# Zigzag graphene ribbon: transverse quantisation and the edge-state band

## 1. Premises and conventions

I take one $\pi$ orbital per carbon, nearest-neighbour hopping $-t$ with $t>0$, zero on-site energy, and no disorder or interaction. Spin is a factor 2. The lattice constant is $a$ and the bond length is $a_{cc}=a/\sqrt3$. The ribbon is infinite along $x$ and consists of $N$ zigzag chains stacked along $y$ with period $d=\sqrt3a/2=3a_{cc}/2$. In chain $n$ the lower atoms are A and the upper atoms are B. An A atom has two slanted bonds, at $(\pm a/2,\,a_{cc}/2)$, to B atoms of its own chain, and one vertical bond to a B atom of chain $n-1$. The bottom edge therefore ends on A atoms and the top edge on B atoms. I write $M=N+1$.

Translation by $a$ along $x$ survives, so $k_x$ is conserved, $|k_x|\le\pi/a$. I attach the phase $e^{ik_xx}$ at the true $x$ of each atom. The two slanted bonds then add to $g=2\cos(k_xa/2)\ge0$, and the row amplitudes obey

$$EA_n=-t\,(gB_n+B_{n-1}),\qquad EB_n=-t\,(gA_n+A_{n+1}).\tag{1}$$

The atoms $A_1$ and $B_N$ lack their vertical bond. Equation (1) still holds for $n=1,\dots,N$ if

$$B_0=0,\qquad A_{M}=0.\tag{2}$$

This is the whole boundary condition: sublattice B vanishes on the first missing row below, sublattice A on the first missing row above.

## 2. Envelope equations

A bulk wave $e^{ipn}$ in (1) gives $E^2=t^2|g+e^{ip}|^2$. It vanishes only for $g=1$, $p=\pi$, that is at $k_x=\tau\,2\pi/3a$ with $\tau=\pm1$. These are the valleys. They project onto different $k_x$, and $k_x$ is conserved, so an ideal zigzag edge cannot couple them. I may solve each valley alone.

I set $k_x=\tau\,2\pi/3a+k$. Then
$$g=\cos\frac{ka}{2}-\tau\sqrt3\sin\frac{ka}{2}=1-\tau kd-\tfrac16k^2d^2+\dots\tag{3}$$
In both valleys $\tau k>0$ points towards the nearer zone boundary $\pm\pi/a$. I remove the fast factor by $A_n=(-1)^n\phi_A(nd)$, $B_n=(-1)^n\phi_B(nd)$. Equation (1) becomes $E\phi_A(y)=-t[g\phi_B(y)-\phi_B(y-d)]$ and $E\phi_B(y)=-t[g\phi_A(y)-\phi_A(y+d)]$. To first order in $kd$ and $d\,\partial_y$,

$$E\phi_A=\hbar v\,(\tau k-\partial_y)\phi_B,\qquad E\phi_B=\hbar v\,(\tau k+\partial_y)\phi_A,\qquad \hbar v=td.\tag{4}$$

This is $H=\hbar v(\tau k\sigma_x+k_y\sigma_y)$ with $k_y=-i\partial_y$ in the basis $(\phi_A,\phi_B)$. Condition (2) reads

$$\phi_B(0)=0,\qquad \phi_A(W)=0,\qquad W=Md.\tag{5}$$

The transverse current $v\,\phi^\dagger\sigma_y\phi=2v\,\mathrm{Im}(\phi_A^*\phi_B)$ vanishes when either component does, so (5) makes $H$ Hermitian and $E$ real. I placed both rows of a chain at the same $y=nd$, although B lies $a_{cc}/2$ above A. This changes only second-order gradient terms, and it means that (4) fixes $W$ only to a fraction of a bond length. Section 6 shows why $W=Md$ is the natural choice.

## 3. Quantisation condition

First $E=0$. Then (4) gives $\phi_A\propto e^{-\tau ky}$ and $\phi_B\propto e^{\tau ky}$. Neither has a node, so (5) kills both. There is no exact zero mode of (4) at finite $W$.

For $E\ne0$ I insert the first equation of (4) into the second: $E^2\phi_B=(\hbar v)^2(k^2-\partial_y^2)\phi_B$. With
$$E^2=(\hbar v)^2(k^2+q^2)\tag{6}$$
and $\phi_B(0)=0$ the solution is $\phi_B=\sin qy$. Since $E$ is real, $q^2$ is real, so $q$ is real or imaginary. The first equation of (4) gives $E\phi_A=\hbar v(\tau k\sin qy-q\cos qy)$. Setting this to zero at $y=W$ yields

$$\boxed{\tau k=q\cot qW}\tag{7}$$

The case $\sin qW=0$ with $q\neq0$ is excluded, because $q\cos qW$ would then not vanish. So the condition is $k=q\cot qW$ in valley $\tau=+1$ and its mirror image $-k=q\cot qW$ in valley $\tau=-1$, as time reversal demands. This is the continuum result of Brey and Fertig (2006). Unlike a hard-wall box, $q$ depends on $k$.

Putting (7) back in gives two simple forms. From $\cot^2+1=1/\sin^2$,
$$E=\pm\hbar v\,\frac{q}{|\sin qW|},\tag{8}$$
and from the addition theorem $E\phi_A=-\hbar vq\,\sin[q(W-y)]/\sin qW$. With (8), $|\phi_A|=|\sin q(W-y)|$: it is the mirror image of $\phi_B$, and each sublattice carries half of the norm.

I use $x=qW$, $c=\tau kW$, $\varepsilon=|E|W/\hbar v$. Then $c=x\cot x$ and $\varepsilon=x/|\sin x|$. To count roots I need
$$\frac{dc}{dx}=-\frac{x-\sin x\cos x}{\sin^2x}<0\qquad(x>0),\tag{9}$$
which is negative because $\sin2x<2x$. On each interval $n\pi<x<(n+1)\pi$ with $n\ge1$, $c$ falls from $+\infty$ to $-\infty$, so there is exactly one root for every $k$. On $0<x<\pi$ it falls from $1$ to $-\infty$, so the $n=0$ root is real only for $c<1$. At $c=1$ one has $q=0$, $\phi_B\propto y$, $\phi_A\propto W-y$ and $\varepsilon=1$.

## 4. The edge-state band

For $c>1$ I put $q=i\kappa$, $u=\kappa W$. Since $i\kappa\cot(i\kappa W)=\kappa\coth\kappa W$,

$$\boxed{\tau k=\kappa\coth\kappa W,\qquad E=\pm\hbar v\sqrt{k^2-\kappa^2}=\pm\frac{\hbar v\,\kappa}{\sinh\kappa W}}\tag{10}$$

The function $u\coth u$ rises monotonically from $1$ to $\infty$, so there is one imaginary root for each $\tau k>1/W$ and none otherwise. It continues the $n=0$ band. The components are $\phi_B\propto\sinh\kappa y$, concentrated at the top edge, and $\phi_A\propto\sinh\kappa(W-y)$, concentrated at the bottom edge, with equal weight. The two signs of $E$ are the bonding and antibonding combinations of the two one-edge zero modes.

For $c\gg1$ let $\delta=e^{-2c}$. Then $u=c\tanh u=c(1-2\delta)+O(c^2\delta^2)$. In $\varepsilon=2ue^{-u}/(1-e^{-2u})$ the three factors give $(1-2\delta)$, $(1+2c\delta)$ and $(1+\delta)$, so

$$E=\pm2\hbar v|k|\,e^{-|k|W}\left[1+(2|k|W-1)\,e^{-2|k|W}+\dots\right],\qquad \tau kW\gg1.\tag{11}$$

| $c=\tau kW$ | $u$ | $\varepsilon$ from (10) | $2ce^{-c}$ |
|---|---|---|---|
| 1 | 0 | 1 | 0.736 |
| 2 | 1.9150 | 0.577 | 0.541 |
| 3 | 2.9847 | 0.303 | 0.299 |
| 5 | 4.9995 | 0.0674 | 0.0674 |

The leading form is already good at $c=3$.

## 5. Band shapes and channel counting

On any real branch $d\varepsilon/dx=(1-c)/|\sin x|$. Dividing by (9),
$$\frac{d\varepsilon}{dc}=\frac{(c-1)\,|\sin x|}{x-\sin x\cos x}.\tag{12}$$
The group velocity of the upper band is $\tau v\,d\varepsilon/dc$.

**Band $n=0$.** On the real part $c<1$, so the slope is negative. For $x\to0$, $c-1\to-x^2/3$ and the denominator tends to $2x^3/3$, so the slope is $-1/2$ at $c=1$. On the imaginary part (12) continues to $-(c-1)\sinh u/(\sinh u\cosh u-u)$, also negative. Thus $\varepsilon$ falls monotonically from $\infty$ to $0$. At each $E>0$ this band has one state per valley, left-moving for $\tau=+1$ and right-moving for $\tau=-1$.

**Bands $n\ge1$.** The slope changes sign once, at $c=1$. All these bands have their minimum at the same wave number $\tau k=1/W$, where $\tan x_n=x_n$ and, by (6),
$$E_n=\frac{\hbar v}{W}\sqrt{1+x_n^2}.\tag{13}$$
The roots are $x_n=4.4934,\ 7.7253,\ 10.9041$, giving $\varepsilon_n=4.6033,\ 7.7897,\ 10.9499$. For large $n$, with $y_n=(n+\frac12)\pi$ and $x_n=y_n-\gamma$, the condition is $\cot\gamma=x_n$, so $\gamma\approx1/y_n$ and $\varepsilon_n=x_n/\cos\gamma\approx y_n-1/2y_n$. This gives $4.606$ for $n=1$. Above its minimum each band has one right-mover and one left-mover in each valley.

For a perfect ribbon with reflectionless contacts at zero temperature, the Landauer conductance is $2e^2/h$ times the number of right-movers per spin. With $m$ thresholds below $|E_F|$, valley $+1$ supplies $m$ right-movers and valley $-1$ supplies $m+1$:
$$G=\frac{2e^2}{h}\,(2m+1)=\frac{2e^2}{h}\times1,\,3,\,5,\dots\tag{14}$$
The spectrum is symmetric under $E\to-E$ (change the sign of $\phi_A$), so holes give the same sequence. The odd numbers come from the unpaired mode. Valley $-1$ has one more right-mover than left-movers, so scattering that keeps the valley and conserves flux cannot reflect all of them. Scattering between valleys can.

## 6. Control by the lattice solution

Equations (1) and (2) can be solved exactly. I take $B_n=(-1)^n\sin n\theta$ and $A_n\propto(-1)^n\sin(M-n)\theta$, which obey (2) and have the bulk energy $E^2=t^2(1+g^2-2g\cos\theta)$. Extending the second equation of (1) to $n=0$, where $B_0=0$, requires $gA_0+A_1=0$:
$$g=\frac{\sin N\theta}{\sin M\theta}=\cos\theta-\sin\theta\cot M\theta,\qquad E=\pm t\,\frac{\sin\theta}{|\sin M\theta|}.\tag{15}$$
The energy follows from $E^2/t^2=(g-\cos\theta)^2+\sin^2\theta$. With $\theta=qd\ll1$ and $g\approx1-\tau kd$, (15) reduces to (7) and (8) with $W=Md$. The root becomes imaginary at $1-g=1/M=d/W$, which matches $c=1$; this is my reason for $W=Md$. The outermost carbon rows are $(N-1)d+a_{cc}/2=W-\frac52a_{cc}$ apart.

Two corrections follow. For the thresholds, $\varepsilon=M\sin(x/M)/|\sin x|$, which lowers $E_n$ by the relative amount $x_n^2/6M^2$; the shift of the minimum enters only in second order. For the edge band, $\theta=i\eta$ gives $E=\pm t\sinh\eta/\sinh M\eta$. When $M\eta\gg1$, $g\approx e^{-\eta}$ and $E\approx\pm t(1-g^2)g^N$. This decreases to zero at $k_x=\pm\pi/a$, where $g=0$ and the state sits on the edge rows alone. There the $n=0$ bands of the two valleys join, so the left-mover of one valley and the right-mover of the other belong to a single band, and no further crossing adds to (14). From (3), $\eta=-\ln g=\tau kd+\frac23k^2d^2+\dots$, so $M\eta=c+\frac23c^2/M$, and $E\approx2t\eta e^{-M\eta}$ differs from (11) by the relative amount $-\frac23c(c-1)/M$.

## 7. Terms left out that act on the edge rows

The edge band is nearly degenerate, so small terms reshape it. I need the weight $w$ that the normalised A component has on the edge row:
$$w=\frac{d\sinh^2u}{\int_0^W\sinh^2\kappa y\,dy}=\frac dW\,\frac{\sinh^2u}{\sinh 2u/4u-\frac12}\;\to\;2|k|d\quad(u\gg1).\tag{16}$$
The B component has the same weight on the other edge. On the lattice $w\to1-g^2$, which reaches 1 at the zone boundary.

**Second-neighbour hopping $-t'$.** Every second-neighbour pair in the ribbon has exactly one common neighbour, and it is present. The diagonal of $H_0^2$ is $t^2$ times the coordination, 3 inside and 2 on the edge rows. Hence, exactly,
$$H'=-t'\left(H_0^2/t^2-3+P\right),\tag{17}$$
with $P$ the projector on the two edge rows. The constant $3t'$ moves the Dirac point and $t'E^2/t^2$ is small. The last term shifts both edge branches by $-t'w$ in first order, down to $-t'$ at the zone boundary. For a threshold state $\langle P\rangle=d\sin^2x_n/\int_0^W\sin^2qy\,dy$. With $\tan x_n=x_n$ one has $\sin^2x_n=x_n^2/(1+x_n^2)$ and the integral equals $\frac W2x_n^2/(1+x_n^2)$, so all $E_n$ shift by $-2t'd/W$. For $t'>0$ the upper branch stays monotonic in each valley, but the lower branch $-|E|-t'w$ acquires a maximum. Below that maximum and above $-t'$ the two branches supply three right-movers instead of one, and the sequence is 3, 5, 7. On the other side of the Dirac point 1, 3, 5 survives. For $t'<0$ the sides swap.

**Edge spin polarisation.** In mean field with opposite moments on the two edges, one spin sees $-\Delta$ on the A edge row and $+\Delta$ on the B edge row. In the space of the A and B components the matrix has diagonal $\mp\Delta w$ and off-diagonal $E$ of (10), so the energies are $\pm\sqrt{E^2+\Delta^2w^2}$. A gap opens, and the first-order shift of the thresholds cancels between the edges.

## 8. Range of validity

- Envelope limit: $qd\ll1$, $|k|d\ll1$, so $|E|\ll t$ and $W\gg a$.
- Form (11): $1\ll\tau kW\ll\sqrt{3M/2}$. Beyond that $t(1-g^2)g^N$ replaces it.
- Edges: atomically straight, unreconstructed zigzag, with no extra potential on the edge rows. Roughness breaks the conservation of $k_x$ and couples the valleys.
- The exponentially small energy (11) is meaningful only while it exceeds $|t'|w$ and $\Delta w$.
- Steps (14): ballistic transport, ideal contacts, a uniform potential across the ribbon, $k_BT\ll\pi\hbar v/W$, and a Fermi level on the side that $t'$ leaves intact.

## 9. Numbers for $W=50$ nm

Inputs, typical values: $a=0.246$ nm, $v=1.0\times10^6$ m/s. Then $d=0.2130$ nm, $\hbar v=1.055\times10^{-28}$ J m, and the implied hopping is $t=3.09$ eV. The ratio $W/d$ is $234.7$. The nearest ribbon has $M=235$ and $W=50.06$ nm, which differs by $0.13\%$. Counting the width between the outer carbon rows instead changes it by $0.355$ nm, or $0.7\%$. The energy unit is $\hbar v/W=2.11\times10^{-21}$ J $=13.2$ meV. The edge band turns evanescent, and the higher bands have their minima, at $\tau k=1/W=2.0\times10^{7}$ m$^{-1}$.

| Fermi energy $\lvert E_F\rvert$ (meV) | channels per spin | $G$ ($\mu$S) |
|---|---|---|
| 0 to 61 | 1 | 77.5 |
| 61 to 103 | 3 | 232 |
| 103 to 144 | 5 | 387 |

The spacing tends to $\pi\hbar v/W=41$ meV. The edge band has $|E|=13.2$, $7.6$, $4.0$ and $0.89$ meV at $\tau kW=1,2,3,5$.

Lattice corrections, for $M=235$: the thresholds drop by $6\times10^{-5}$ ($n=1$) to $3.6\times10^{-4}$ ($n=3$) in relative terms. The upper limit $\sqrt{3M/2}$ for (11) is 19. At $c=5$ the lattice solution (15) gives $\varepsilon=0.0636$, which is $5.6\%$ below the envelope value; the estimate of Section 6 gives $5.7\%$. The input $v$ matters more. The also common choice $t\approx2.7$ eV gives $v=0.87\times10^6$ m/s and lowers all energies by $13\%$.

Edge terms: with $|t'|\approx0.3$ eV as a typical magnitude, the thresholds move by $2.6$ meV, and $t'E_1^2/t^2$ is $0.1$ meV. The edge band at $c=5$ moves by about $13$ meV, far more than its $0.89$ meV. The maximum of the bent branch, found by minimising $|E|+|t'|w$ over $u$, lies about $12$ meV from the Dirac point, and beyond it that side shows 3, 5, 7. With an assumed $\Delta\approx0.25$ eV, half of a typical computed exchange splitting at the zone boundary, the minimum of $2\sqrt{E^2+\Delta^2w^2}$ is a gap of about $15$ meV, comparable to $\hbar v/W$. The centre of the first plateau is therefore not reliable. Temperature: $k_BT=0.34$ meV at 4 K resolves the steps, while $26$ meV at 300 K smears them.

So the model's steps 1, 3, 5 change at 61 and 103 meV. These belong to the ideal nearest-neighbour ribbon with the chosen $v$. As typical knowledge, etched ribbons of this width have rough edges that mix the valleys: they show a transport gap near neutrality instead of a first plateau, and their low-energy conductance lies below (14), often by a factor of several to ten or more, so the model overestimates it.